A chloride ion approaches the hydrogen end of a hydrogen fluoride molecule along a straight line. At long range a charge faces a dipole, and the two attract. At short range the filled shells of chloride overlap with those of the molecule, and the Pauli principle makes this costly. The curve between these limits depends on how fast each effect changes with distance.

Counterpoise-corrected gas-phase interaction energies of HF with Cl⁻, computed with PySCF 2.14.0 using frozen cores, along a rigid scan from the PBE0-D3(BJ)/def2-SVPD geometry. The large basis is aug-cc-pVTZ, and CCSD(T) less MP2 is taken in aug-cc-pVDZ. The limit estimate extrapolates the MP2 correlation from these two bases by the inverse-cube rule.

| contact distance (Å) | ccsd t limit estimate (kcal/mol) | mp2 large basis (kcal/mol) | hartree fock large basis (kcal/mol) | ccsd t less mp2 (kcal/mol) |
| --- | --- | --- | --- | --- |
| 1.696 | -22.650 | -22.760 | -19.130 | 0.750 |
| 1.790 | -24.400 | -24.460 | -21.410 | 0.610 |
| 1.884 | -25.050 | -25.070 | -22.520 | 0.490 |
| 2.072 | -24.400 | -24.360 | -22.600 | 0.320 |
| 2.355 | -21.340 | -21.290 | -20.340 | 0.170 |
| 2.826 | -15.780 | -15.770 | -15.570 | 0.090 |
| 3.768 | -8.840 | -8.890 | -9.120 | 0.080 |

The contact distance $d$ runs from H to Cl. The energies are interaction energies, and negative means bound. The "ccsd t limit estimate" is MP2 extrapolated to a complete basis, corrected by "ccsd t less mp2", the difference between the two methods in the smaller basis. The molecule keeps one shape along the whole path.

**(a) How much of the attraction at 3.768 Å can be understood as a charge facing a dipole?**

*Solution.* At this distance the shells hardly overlap, so the molecule may be replaced by two point charges, $+q$ on H and $-q$ on F. Chloride attracts the near charge and repels the far one. The pull is what remains after this partial cancellation:

$$E \approx -k\,q\left(\frac{1}{d}-\frac{1}{d+b}\right)$$

Here $b$ = 0.98 Å is the H–F bond length in this geometry, and $k$ is about 330 kcal/mol times Å for two unit charges. A dipole of roughly 1.8 D, a recalled value, requires $q \approx 1.8/(4.8\times0.98) \approx 0.38$ elementary charges, since one elementary charge times one ångström is 4.8 D. The bracket is $1/3.768-1/4.748 \approx 0.055$ per Å, so $E \approx -330\times0.38\times0.055 \approx -7$ kcal/mol.

The limit estimate is −8.84 kcal/mol, so the two charges account for about four fifths of it. Nothing was fitted to this row or to any other. The remainder is plausible, because two point charges are a coarse picture of a molecule's charge cloud, and each partner also polarises the other. The formula also shows why the attraction reaches far: it falls as a power of the distance, whereas shell overlap falls exponentially.

Hydrogen fluoride is used to etch oxides in chip making. In a water-based bath the solvent screens the ion and competes for the same hydrogen bond, so these gas-phase energies do not carry over to it.

**(b) Why does the binding pass through a maximum, and why does it fade so slowly outside it?**

*Solution.* The point charges alone would bind ever more strongly as chloride comes closer. The limit estimate instead is lowest at the 1.884 Å grid point. An energy decomposition of the same runs shows what intervenes. It has three Hartree-Fock parts: electrostatics between the undistorted partners, Pauli repulsion, and orbital relaxation, which covers polarisation and charge transfer.

From 1.884 to 1.696 Å, Pauli repulsion rises by 18.2 kcal/mol. Electrostatics gains 6.1 and orbital relaxation 8.8, which together do not pay for it. The attraction is therefore still growing when the binding weakens. The turning point comes where repulsion begins to grow faster than all attractions together, even though it is still smaller than they are.

Outward the same difference in pace works in favour of binding. At 2.826 Å only 6% of the Pauli repulsion at 1.884 Å is left, against 16% of the orbital relaxation and 47% of the electrostatics. Yet the limit estimate keeps 63% of its value, more than any of the three parts. This is possible because much of the attraction at 1.884 Å was being cancelled by repulsion, and the cancellation disappears first.

This explains the lopsided curve. A step of 0.188 Å inward from the lowest grid point costs 2.40 kcal/mol, while the same step outward costs 0.65. Some of that contrast may arise because the true minimum lies between grid points, but the slow fading further out does not depend on this.

The depth of the well needs one qualification. The molecule is held in the stretched shape that it has in the complex, and the energy needed to stretch it is not counted. Including it reduces the binding at 1.884 Å from 25.05 to about 23.0 kcal/mol.

**(c) What does electron correlation add, and why does its effect change sign in the last row?**

*Solution.* Subtracting "hartree fock large basis" from "mp2 large basis" gives the correlation contribution at the MP2 level. It is −3.63 kcal/mol at the shortest distance and shrinks with every step outward as far as 2.826 Å. Dispersion, the attraction between correlated charge fluctuations, is absent from Hartree-Fock and fades quickly with distance, so it is a natural source of much of this binding. The difference also contains corrections to the other parts of the interaction, so it should not be read as dispersion alone.

Because this extra pull grows inward, it moves the well. Hartree-Fock is lowest at 2.072 Å, but only 0.08 kcal/mol below its value at 1.884 Å. Over that same step inward, correlation adds $2.55-1.76=0.79$ kcal/mol of binding. That is enough to make 1.884 Å the lowest grid point for MP2 and for the limit estimate.

At 3.768 Å the contribution is +0.23 kcal/mol: correlation now weakens the binding. Dispersion can only attract, so something else must outweigh it. The likely cause is the dipole. Hartree-Fock is known to make the dipole of hydrogen fluoride a few per cent too large, and correlation reduces it. On an attraction of about 9 kcal/mol, a few per cent is a few tenths, which is the right size. This correction fades as slowly as the charge–dipole pull itself and so outlasts dispersion. The argument rests on theory; the energies agree with it but do not prove it.

MP2 in turn binds too strongly. In the same small basis CCSD(T) is less binding in every row, by 0.75 kcal/mol at 1.696 Å. MP2 treats the excitations of electron pairs as independent of one another. Letting them interact, as CCSD does, removes 1.09 kcal/mol of binding at this distance, and triple excitations restore 0.34.

Even so, "mp2 large basis" stays within 0.12 kcal/mol of the limit estimate throughout. The closeness comes from two errors that offset each other. At 1.696 Å a complete basis would add 0.64 kcal/mol of binding to MP2, nearly as much as the method itself overshoots. The analysis printed below lists the correlation contribution and the point-charge estimate for each distance.

Numerical output:

```
Correlation and point-charge estimate in kcal/mol:
    row  MP2 less Hartree-Fock  point-charge estimate  limit less MP2
  1.696                  -3.63                 -27.44            0.11
   1.79                  -3.05                 -25.11            0.06
  1.884                  -2.55                 -23.08            0.02
  2.072                  -1.76                 -19.69           -0.04
  2.355                  -0.95                 -15.85           -0.05
  2.826                   -0.2                 -11.58           -0.01
  3.768                   0.23                  -6.96            0.05
Limit estimate, change from 1.884 to 1.696 angstrom (kcal/mol): 2.4
Limit estimate, change from 1.884 to 2.072 angstrom (kcal/mol): 0.65
Share of the 1.884 binding left at 2.826 angstrom (percent): 62.99
Share of the 1.884 binding left at 3.768 angstrom (percent): 35.29
Binding at 1.884 angstrom with the deformation of HF counted (kcal/mol): -23.03
Inward to 1.696, change of Pauli repulsion (kcal/mol): 18.22
Inward to 1.696, change of electrostatics (kcal/mol): -6.064
Inward to 1.696, change of orbital relaxation (kcal/mol): -8.776
Inward to 1.696, sum of these three (kcal/mol): 3.382
Inward to 1.696, change of the Hartree-Fock column (kcal/mol): 3.39
Inward to 1.696, change of MP2 less Hartree-Fock (kcal/mol): -1.08
Pauli repulsion left at 2.826 of that at 1.884 (percent): 6.314
Orbital relaxation left at 2.826 of that at 1.884 (percent): 15.86
Electrostatics left at 2.826 of that at 1.884 (percent): 47.46
Point-charge estimate as share of electrostatics at 2.826 (percent): 79.07
Point-charge estimate as share of the limit estimate at 3.768 (percent): 78.74
Hartree-Fock at 1.884 less Hartree-Fock at 2.072 (kcal/mol): 0.08
Small basis at 1.696, CCSD less MP2 (kcal/mol): 1.09
Small basis at 1.696, triples contribution (kcal/mol): -0.338
At 1.696, MP2 basis limit less MP2 large basis (kcal/mol): -0.6361
```
